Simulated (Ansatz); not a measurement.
# Work function of unrelaxed W(110) films of 1 to 13 layers with PBE

How many layers a W(110) slab needs has to be settled before its work function can stand for that of a thick crystal. Too few layers give a film property in place of a surface property, and each extra layer adds cost. We calculated the work function Φ, the vacuum level less the Fermi level, for ten films with atoms at bulk places. Each is measured against the 13-layer film, at 4.900 eV, which stands in for the thick-film value. A positive difference means that electrons are harder to remove than from that film.

## How the numbers were made

Ansatz 0.2.0, plane-wave Kohn-Sham DFT with its default PAW datasets at a cutoff of 420 eV. Symmetric 1×1 slabs of 1 to 13 layers are cut at the tabulated measured lattice constant with atoms at bulk places and 18 Å of vacuum. In-plane k-spacing 0.15 Å⁻¹ (2π included), Fermi-Dirac smearing of 0.1 eV, dipole correction on. Spin-paired. Scalar-relativistic, no spin-orbit coupling. PBE. The crystal is bcc; the mesh is the same for all thicknesses of a face.

Notes on method and selection:

- Confinement between the two faces quantises the states along the normal, so values can oscillate with thickness.
- The atoms are not relaxed; free films of one to three layers would take another lattice constant.
- Very thin films of spin-paired d elements may in truth carry a moment.
- Runs in which the search for lower states was switched off are not listed.
- Work functions and vacuum levels are read from the electrostatic potential (Hartree and local ionic parts), which a warning of a rough exchange-correlation potential in thin density does not concern.
- Error sizes named in these notes are rules of thumb and were not measured on these runs.
- The default PAW datasets of this version of Ansatz are the set soft_2.
- Runs that did not converge, have known faults or may not be shown are not listed, and runs on Ansatz's PAW sets soft_1 and soft_2 are kept to separate tables.

Columns:

- layers: number of atomic layers.
- thickness (Å): distance between the outermost atomic planes.
- Φ (eV): work function: vacuum level outside the slab less the Fermi level.
- ΔΦ to thickest (eV): work function less that of the thickest slab of the same face.

Input lines of one member:

```
kpoints:
  mp_grid: { grid: [16, 16, 1] }
hamiltonian:
  xc: pbe
scf:
  occupations: { method: fermi_dirac, width: 0.1 }
  convergence: { dr2_threshold: 1.0e-09 }
efield:
  axis: 3
  dipole_correction: true
  ramp_position: 0.97
  ramp_width: 0.06
output:
  write_potential: true
  write_density: true
```

Command (options for logging and memory left out): `ansatz run input.yaml --threads 2 --backend cpu`

## The series

| member | layers | thickness (Å) | Φ (eV) | ΔΦ to thickest (eV) |
| --- | --- | --- | --- | --- |
| 1 layer | 1 | 0.00 | 5.298 | 0.39833 |
| 2 layers | 2 | 2.23 | 4.768 | −0.13223 |
| 3 layers | 3 | 4.47 | 4.897 | −0.00271 |
| 4 layers | 4 | 6.70 | 4.909 | 0.00945 |
| 5 layers | 5 | 8.94 | 4.893 | −0.00728 |
| 6 layers | 6 | 11.17 | 4.910 | 0.01019 |
| 7 layers | 7 | 13.41 | 4.900 | −0.00034 |
| 8 layers | 8 | 15.64 | 4.902 | 0.00245 |
| 10 layers | 10 | 20.11 | 4.896 | −0.00364 |
| 13 layers | 13 | 26.81 | 4.900 | 0.00000 |

## The trend and its physics

The approach is abrupt. One layer lies 0.398 eV above the thickest film and two layers lie 0.132 eV below it. The films of three or more layers all lie between 4.893 and 4.910 eV, with no steady drift.

A simple screening model says why the thickness should matter so briefly. The work function can be written Φ = D − μ, where D is the rise in an electron's electrostatic potential energy from the film's interior to the vacuum and μ is the Fermi level measured from the same interior potential. We make three assumptions.

1. The interior is bulk metal, so μ does not depend on thickness. Only D can then change.

2. The metal screens a weak disturbance δV of the potential linearly and locally. Along the normal z this gives d²δV/dz² = δV/λ², whose decaying solution is δV ∝ exp(−z/λ). The screening length follows from λ² = ε₀/(e²g), with g the density of states at the Fermi level per volume. For a dense transition metal λ is roughly 0.5 Å.

3. Each face has the dipole of an isolated surface, altered only in proportion to the disturbance that arrives from the other face, a distance t away.

Together these give

Φ(t) = Φ∞ + A exp(−t/λ),

where t is the tabulated thickness, Φ∞ the thick-film value and A the strength of the coupling between the faces, of either sign. With λ held at 0.5 Å, two parameters remain.

One layer adds about 2.23 Å, more than four screening lengths, so each added layer should cut the coupling roughly a hundredfold. The model therefore predicts a work function that is almost constant once the film has an interior.

## The model against the table

We fix Φ∞ on the 13-layer film, where the exponential is negligible, and A on the single layer, where t = 0 and the exponential is 1:

Φ∞ = 4.900 eV

A = 5.298 − 4.900 = 0.398 eV

For the other films the sums are as follows.

- **2 layers:** exp(−2.23/0.5) = 0.012, so Φ = 4.900 + 0.398 × 0.012 = 4.905 eV. The table has 4.768 eV, which is lower by 4.905 − 4.768 = 0.137 eV.
- **3 layers:** exp(−4.47/0.5) = 0.00013, so Φ = 4.900 + 0.398 × 0.00013 = 4.900 eV. The table has 4.897 eV, which is 0.003 eV lower.
- **4 layers:** exp(−6.70/0.5) = 0.0000015, so Φ = 4.900 + 0.398 × 0.0000015 = 4.900 eV. The table has 4.909 eV, which is 0.009 eV higher.
- **6 layers:** the exponential is smaller still, so Φ = 4.900 + 0.000 = 4.900 eV. The table has 4.910 eV, which is 0.010 eV higher.

Over the eight films not used to fix the model the mean absolute miss is about 0.022 eV, against a mean absolute deviation of about 0.029 eV from their own average. Most of that miss comes from the bilayer. For the seven films of 3 to 10 layers the miss is 0.005 eV, the same as their mean absolute deviation from their own average.

The model thus does no better than a constant where it works, and the exponential form gains no support from these rows. What agrees with the table is the weaker statement that the influence of the far face is nearly gone by three layers.

## Outliers

The clear failure is the bilayer, roughly 0.14 eV below the model. A single decaying exponential keeps one sign, whereas the calculated difference changes from positive at one layer to negative at two.

The assumption most open to doubt is that of a bulk interior, though linear screening and an unaltered face dipole are also doubtful in so thin a film. Counting bonds does not explain the bilayer: each of its atoms has six nearest neighbours, as has a surface atom of a thick film. What differs is the layer beneath, which is itself a surface. The electrons occupy a few discrete subbands, and the Fermi level depends on how these fill, so μ need not have its bulk value. This can shift Φ either way.

The single layer has only four nearest neighbours per atom and no separate faces. It fits because A was fixed on it, and A should not be read as a true coupling strength. The bulk spacing and spin pairing imposed on both films may also contribute to their departures.

From three to eight layers, even films lie slightly above their odd neighbours. Confinement could cause this, but steps of less than 0.02 eV may also be within reach of mesh and smearing errors, and we assign them no cause.

## Checking against experiment

| member | quantity | measured | computed | computed − measured | conditions | source |
| --- | --- | --- | --- | --- | --- | --- |
| 13 layers | Φ (eV) | 5.25 | 4.900 | −0.350 | compiled values differ between sources by a tenth of an eV or more; compiled experimental value; W(110) single-crystal face | [1] |

Sources:

[1] "Anisotropic work function of elemental crystals" (2019, arXiv:1902.07811)

The 13-layer film lies below the compiled value for a W(110) crystal face by 5.25 − 4.900 = 0.350 eV. Film thickness cannot account for this, since the films from three layers up differ by far less. Only one thickness has a measured partner, so the trend itself is not tested against experiment.

PBE often gives metal work functions too low by roughly 0.1 to 0.3 eV, which has the right sign and could supply much of the gap. Relaxation would widen the gap, because it lowers Φ. Spin–orbit coupling, which raises Φ slightly in the seven-layer film, would narrow it a little. A wider vacuum leaves Φ practically unchanged.

The measured value has its own uncertainty. Compilations differ by a tenth of an eV or more, and the method behind this entry is not stated. Adsorbed oxygen raises the work function of tungsten, while thermionic emission from a patchy surface favours the patches of low work function. The gap is larger than the usual spread between compilations and has the sign expected of PBE, but this one comparison cannot fix the size of the PBE error. The single layer, at 5.298 eV, comes closest to the measured number, but it is the wrong object to compare with a thick crystal.

## Conclusions and limits

For unrelaxed W(110), three layers already give the work function of the 13-layer film to within about 0.01 eV, as do the thicker films calculated. One and two layers should not stand in for a surface.

Relaxation matters more than further thickness. In a seven-layer film it lowers Φ by more than the whole spread of the films from three layers up, 4.910 − 4.893 = 0.017 eV. A slab for production work should therefore be thick enough to let its outer layers move around a bulk-like centre, which is a stricter demand than a converged Φ at fixed positions.

[Logs are printed without paths, hosts, clocks, repeated set-up lines and the standing remarks that a program may print on its own settings, such as how far it seeks lower states.]
